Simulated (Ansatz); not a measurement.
**How basis sets differ on P4 (SMILES P12P3P1P23)**

P4: 4 atoms, total charge 0, spin state singlet. SMILES: `P12P3P1P23`. The coordinates come from a PBE0-D4/def2-TZVP relaxation.

```
atom    x (Å)    y (Å)    z (Å)
   P  -0.7248  -0.1000   1.1194
   P   1.2949   0.1098   0.3157
   P  -0.1850  -1.0917  -0.7498
   P  -0.3851   1.0819  -0.6852
```

Each level gives the vertical energy of the triplet above the singlet (eV). The values are calculated.

```csv
level,kind,program,value (eV),CPU time (all runs)
CCSD/ANO-RCC-MB (sfX2C),coupled cluster or CI,Ansatz,5.33,19 s
CCSD/ANO-RCC-VDZ (sfX2C),coupled cluster or CI,Ansatz,4.98,40 s
CCSD/ANO-RCC-VDZP (sfX2C),coupled cluster or CI,Ansatz,4.86,73 s
CCSD/ANO-RCC-VTZP (sfX2C),coupled cluster or CI,Ansatz,4.80,6.1 min
```

The values span 4.80 to 5.33 eV. CPU times are rough (shared hosts, several kinds of processor): they show what a rung costs within a factor of a few.

The vertical singlet-triplet gap of P4 falls with every enlargement of the basis, from 5.33 eV in the minimal set to 4.80 eV with VTZP. The largest drop comes with the step to VDZ, before polarization functions enter. Excitation moves an electron from a cage-bonding orbital into a P–P antibonding one, and a minimal basis has too little radial freedom to shape that antibonding orbital or to let the remaining electrons relax around it. The triplet is therefore probably penalized more than the closed-shell ground state. Polarization functions matter for the strained, bent bonds of the tetrahedron, but they improve both states, so much of their effect probably cancels in the difference.

The shrinking steps suggest that VDZP already captures most of the basis effect, while the minimal-basis value is unsuitable for quantitative use. Because the gap is vertical, it says nothing about how far the triplet would fall if the cage were allowed to relax, for instance by stretching or opening a P–P bond.
